**Forecast of the lowest density-of-states bins of ZrGeS from electron counting and a folded two-dimensional band**

The table holds the total and orbital-projected density of states of unrelaxed ZrGeS in 0.50 eV bins (Ansatz 0.2.0, PAW, r2SCAN, scalar-relativistic, no spin, 9×9×5 mesh, tetrahedra). The program counts the electrons left below the known rows and fits a parabolic band of the Ge square net, folded and linearly interpolated on a 9×9 mesh, to that count and to the sum of the two lowest known bins. It forecasts totals and orbital shares for the four withheld bins and compares them with a smooth band and with a band lying wholly inside those bins. The meshed band, with an effective mass of 1.10, reproduces the withheld totals to 0.034 states/eV rms against 0.181 for the smooth band, though its error bars are wide. The forecast fall of the Ge p share towards low energy is too strong, and the model fails at the peak at −8.78 eV, which was left out of the fit.

Ansatz 0.2.0, r2SCAN with PAW plane waves (500 eV cutoff), scalar-relativistic, not spin-polarized: ZrGeS (P4/nmm, 6 atoms) in an unrelaxed cell, Γ-centred 9×9×5 k-mesh, Fermi-Dirac width 0.0255 eV. Densities of states are tetrahedron-method means over 0.50 eV bins; projections are on atomic orbitals, summed over the atoms of each element.

## Analysis program

```python
# Table: binned density of states (total and projected, states/eV/cell) of ZrGeS, Ansatz 0.2.0, PAW, r2SCAN,
# 9x9x5 mesh, tetrahedra. Tested: electron count + folded 2D parabolic Ge band on the 9x9 mesh forecast the lowest bins.
T = {
    'E': [-11.78, -11.28, -10.78, -10.28, -9.78, -9.28, -8.78, -8.28, -7.78, -7.28, -6.78, -6.28, -5.78, -5.28, -4.78, -4.28, -3.77, -3.27, -2.77, -2.27, -1.77, -1.27, -0.78, -0.28, 0.23, 0.72, 1.23, 1.73],  # eV
    'total': [0.59, 0.78, 0.47, 0.41, 0.69, 0.66, 0.86, 0.54, 0.35, 0.58, 4.5, 2.34, 2.3, 2.86, 4.32, 5.23, 4.0, 2.34, 3.24, 3.91, 2.82, 0.96, 0.94, 0.76, 1.03, 2.3, 3.64, 5.26],  # states/eV/cell
    'Zr_d': [0.05, 0.07, 0.04, 0.04, 0.08, 0.08, 0.12, 0.08, 0.05, 0.1, 0.78, 0.38, 0.38, 0.51, 0.99, 0.99, 0.89, 0.56, 1.05, 1.47, 1.18, 0.38, 0.48, 0.44, 0.76, 1.69, 2.55, 3.58],  # states/eV/cell
    'S_p': [0.01, 0.01, 0.0, 0.0, 0.01, 0.01, 0.01, 0.01, 0.01, 0.17, 2.78, 1.38, 1.18, 1.51, 2.65, 3.2, 2.08, 0.87, 0.67, 0.7, 0.55, 0.16, 0.1, 0.06, 0.06, 0.2, 0.3, 0.29],  # states/eV/cell
    'Ge_p': [0.16, 0.24, 0.14, 0.12, 0.22, 0.19, 0.19, 0.15, 0.11, 0.14, 0.39, 0.32, 0.47, 0.49, 0.4, 0.74, 0.84, 0.78, 1.33, 1.56, 0.96, 0.35, 0.27, 0.19, 0.09, 0.17, 0.27, 0.5],  # states/eV/cell
    'Ge_s': [0.32, 0.41, 0.25, 0.22, 0.35, 0.36, 0.52, 0.28, 0.17, 0.14, 0.2, 0.07, 0.14, 0.15, 0.07, 0.09, 0.07, 0.05, 0.07, 0.06, 0.04, 0.04, 0.04, 0.03, 0.04, 0.07, 0.14, 0.3],  # states/eV/cell
}
HELD = [0, 1, 2, 3]  # rows withheld from the fit
import numpy as np
from scipy import constants as C
E = np.array(T['E'], float); n = len(E); H = list(HELD)
K = [i for i in range(n) if i not in H]
D = {k: np.array(T[k], float) for k in ('total', 'Zr_d', 'S_p', 'Ge_p', 'Ge_s')}
w = (E[-1] - E[0]) / (n - 1); lo = E[0] - w / 2 + w * np.arange(n)
occ = np.clip(-lo / w, 0, 1); cnt = lambda k: w * sum(D[k][i] * occ[i] for i in K)
N0 = 64 - 16 - 20 - 4 - cnt('total')   # less Zr 4s4p, Ge 3d, S 3s
r = K[0]; dN = w * (D['total'][r] + D['total'][r + 1])
d = 2.545; a = np.sqrt(2) * d          # Ge-Ge distance of the same cell, square net
h2m = C.hbar**2 / C.m_e / C.e * 1e20
i = np.arange(10); t = (np.arange(40) + 0.5) / 40; U, V = np.meshgrid(t, t, indexing='ij')
S = np.sort([(i[:, None] + 9*g)**2 + (i[None, :] + 9*h)**2 for g in range(-2, 2) for h in range(-2, 2)], axis=0)[:2]
def model(beta, N):
    out = []
    for B in S / (1 + beta * S):
        p, q, s, z = [x[:, :, None, None] for x in (B[:-1, :-1], B[1:, :-1], B[:-1, 1:], B[1:, 1:])]
        out.append(np.where(U >= V, p + (q - p)*U + (z - q)*V, p + (s - p)*V + (z - s)*U).ravel())
    u = np.sort(np.concatenate(out)); u1, u2 = np.quantile(u, [N / 4, (N + dN) / 4])
    c = 2 * w / (u2 - u1); E0 = lo[r] - c * u1; en = E0 + c * u
    return E0, c, (np.searchsorted(en, lo + w) - np.searchsorted(en, lo)) * 4 / len(u) / w
E0, c, g = model(0.0, N0)
ens = [model(b, N0 + x) for b in (0, 0.003, 0.006) for x in (-0.1, 0, 0.1)]
sg = np.hypot(np.max([abs(m[2] - g) for m in ens], axis=0), 0.05)
ms = h2m / 2 * (2 * np.pi / (9 * a))**2 / c; gf = a * a / (np.pi * h2m); gs = dN / (2 * w)
cen = sum(D['S_p'][j]*occ[j]*E[j] for j in K) * w / cnt('S_p')
sh = {k: D[k] / np.maximum(D['total'], 1e-9) for k in D}
low = K[:5]
assert 1.5 < N0 < 2.3
assert 0.8 < ms < 1.5
assert all(D['Ge_s'][j] > max(D['Ge_p'][j], D['Zr_d'][j], D['S_p'][j]) for j in low)
print(f"bin width {w:.4f} eV; table rounding 0.005 states/eV; a = {a:.3f} A, c = {6*17.08/a**2:.2f} A")
print(f"known rows to E_F hold {cnt('total'):.2f} e of 24; below {lo[r]:.2f} eV: {N0:.2f} e; below {lo[r+2]:.2f}: {N0+dN:.2f} e")
print("occupied, known rows (e/cell): " + ", ".join(f"{k} {cnt(k):.2f}" for k in ('Zr_d', 'S_p', 'Ge_p', 'Ge_s')))
print(f"S p centroid {cen:.2f} eV; S 3s roughly {cen-10:.0f} eV (10 eV s-p gap, rough recalled)")
print(f"meshed band: m*/m = {ms:.2f}, bottom {E0:.2f} eV (variants {min(m[0] for m in ens):.2f} to {max(m[0] for m in ens):.2f})")
print(f"2D density: free mass {gf:.2f}, fitted mass {gf*ms:.2f} states/eV; mesh points 4/9, 5/9 at {E0+16*c:.2f}, {E0+25*c:.2f} eV")
print(f"smooth band: {gs:.3f} states/eV, bottom {lo[r]-N0/gs:.2f} eV; all inside window: mean {N0/(len(H)*w):.2f}")
print("known rows: E, total, model, miss | shares Ge s, Ge p, Zr d (first two rows fix the fit by their sum)")
for j in low:
    print(f" {E[j]:.2f} {D['total'][j]:.2f} {g[j]:.2f} {D['total'][j]-g[j]:+.2f} | {sh['Ge_s'][j]:.2f} {sh['Ge_p'][j]:.2f} {sh['Zr_d'][j]:.2f}")
fsp = np.mean([sh['Ge_s'][j] + sh['Ge_p'][j] for j in K[:3]]); fd = np.mean([sh['Zr_d'][j] for j in K[:2]])
print(f"held constant: Ge s+p share {fsp:.2f}, Zr d share {fd:.2f}; Ge p share at {E[r]:.2f} = {sh['Ge_p'][r]:.2f}")
print("withheld rows: forecast +- bar, computed, miss (states/eV/cell; shares in brackets)")
hits = tot = 0
for j in H:
    x = max((E[j] - E0) / (E[r] - E0), 0); f1 = sh['Ge_p'][r] * x; f2 = f1 * (2 - x)
    fp = (f1 + f2) / 2; sp = (f2 - f1) / 2 + 0.02
    y = D['total'][j]; rest = y - sum(D[k][j] for k in ('Zr_d', 'S_p', 'Ge_p', 'Ge_s'))
    print(f"E {E[j]:.2f} total {g[j]:.2f} +- {sg[j]:.2f}, {y:.2f}, {y-g[j]:+.2f}; smooth-band miss {y-gs:+.2f}")
    hits += abs(y - g[j]) <= sg[j]; tot += 1
    for k, f, s in (('Ge_s', fsp - fp, sp + 0.02), ('Ge_p', fp, sp), ('Zr_d', fd, 0.03)):
        v = f * g[j]; e = np.hypot(f * sg[j], s * g[j]) + 0.005
        hits += abs(D[k][j] - v) <= e; tot += 1
        print(f"   {k} {v:.2f} +- {e:.2f}, {D[k][j]:.2f}, {D[k][j]-v:+.2f}  [{f:.2f} +- {s:.2f}, {sh[k][j]:.2f}, {sh[k][j]-f:+.2f}]")
    hits += D['S_p'][j] <= 0.02; tot += 1
    print(f"   S_p 0.01 +- 0.01, {D['S_p'][j]:.2f}, {D['S_p'][j]-0.01:+.2f}; total outside listed projections {rest:.2f}")
nh = w * D['total'][H].sum(); ne = [w * m[2][H].sum() for m in ens]
print(f"electrons in withheld bins: forecast {w*g[H].sum():.2f} ({min(ne):.2f} to {max(ne):.2f}), computed {nh:.2f}; left below {N0-nh:.2f}")
rms = lambda z: np.sqrt(np.mean((D['total'][H] - z)**2))
print(f"rms miss of total: meshed {rms(g[H]):.3f}, smooth {rms(gs):.3f}, all inside window {rms(N0/(len(H)*w)):.3f}")
wj = H[int(np.argmax(abs(D['total'][H] - g[H])))]
print(f"worst total at {E[wj]:.2f} eV; values inside their bars: {hits} of {tot}")
```

Output:

```
bin width 0.5004 eV; table rounding 0.005 states/eV; a = 3.599 A, c = 7.91 A
known rows to E_F hold 22.14 e of 24; below -10.03 eV: 1.86 e; below -9.03: 2.54 e
occupied, known rows (e/cell): Zr_d 5.52, S_p 9.06, Ge_p 5.05, Ge_s 1.47
S p centroid -4.73 eV; S 3s roughly -15 eV (10 eV s-p gap, rough recalled)
meshed band: m*/m = 1.10, bottom -13.31 eV (variants -13.99 to -12.71)
2D density: free mass 0.54, fitted mass 0.60 states/eV; mesh points 4/9, 5/9 at -11.23, -10.06 eV
smooth band: 0.675 states/eV, bottom -12.79 eV; all inside window: mean 0.93
known rows: E, total, model, miss | shares Ge s, Ge p, Zr d (first two rows fix the fit by their sum)
 -9.78 0.69 0.73 -0.04 | 0.51 0.32 0.12
 -9.28 0.66 0.63 +0.03 | 0.55 0.29 0.12
 -8.78 0.86 0.59 +0.27 | 0.60 0.22 0.14
 -8.28 0.54 0.59 -0.05 | 0.52 0.28 0.15
 -7.78 0.35 0.50 -0.15 | 0.49 0.31 0.14
held constant: Ge s+p share 0.83, Zr d share 0.12; Ge p share at -9.78 = 0.32
withheld rows: forecast +- bar, computed, miss (states/eV/cell; shares in brackets)
E -11.78 total 0.59 +- 0.11, 0.59, +0.00; smooth-band miss -0.09
   Ge_s 0.38 +- 0.09, 0.32, -0.06  [0.65 +- 0.08, 0.54, -0.11]
   Ge_p 0.10 +- 0.04, 0.16, +0.06  [0.18 +- 0.06, 0.27, +0.09]
   Zr_d 0.07 +- 0.03, 0.05, -0.02  [0.12 +- 0.03, 0.08, -0.03]
   S_p 0.01 +- 0.01, 0.01, +0.00; total outside listed projections 0.05
E -11.28 total 0.79 +- 0.22, 0.78, -0.01; smooth-band miss +0.10
   Ge_s 0.48 +- 0.15, 0.41, -0.07  [0.61 +- 0.08, 0.53, -0.08]
   Ge_p 0.18 +- 0.07, 0.24, +0.06  [0.22 +- 0.06, 0.31, +0.09]
   Zr_d 0.09 +- 0.04, 0.07, -0.02  [0.12 +- 0.03, 0.09, -0.03]
   S_p 0.01 +- 0.01, 0.01, +0.00; total outside listed projections 0.05
E -10.78 total 0.50 +- 0.37, 0.47, -0.03; smooth-band miss -0.21
   Ge_s 0.29 +- 0.22, 0.25, -0.04  [0.57 +- 0.07, 0.53, -0.04]
   Ge_p 0.13 +- 0.10, 0.14, +0.01  [0.26 +- 0.05, 0.30, +0.04]
   Zr_d 0.06 +- 0.05, 0.04, -0.02  [0.12 +- 0.03, 0.09, -0.03]
   S_p 0.01 +- 0.01, 0.00, -0.01; total outside listed projections 0.04
E -10.28 total 0.35 +- 0.17, 0.41, +0.06; smooth-band miss -0.27
   Ge_s 0.19 +- 0.10, 0.22, +0.03  [0.54 +- 0.06, 0.54, +0.00]
   Ge_p 0.10 +- 0.06, 0.12, +0.02  [0.29 +- 0.04, 0.29, -0.00]
   Zr_d 0.04 +- 0.03, 0.04, -0.00  [0.12 +- 0.03, 0.10, -0.02]
   S_p 0.01 +- 0.01, 0.00, -0.01; total outside listed projections 0.03
electrons in withheld bins: forecast 1.12 (0.98 to 1.33), computed 1.13; left below 0.74
rms miss of total: meshed 0.034, smooth 0.181, all inside window 0.394
worst total at -10.28 eV; values inside their bars: 19 of 20
```
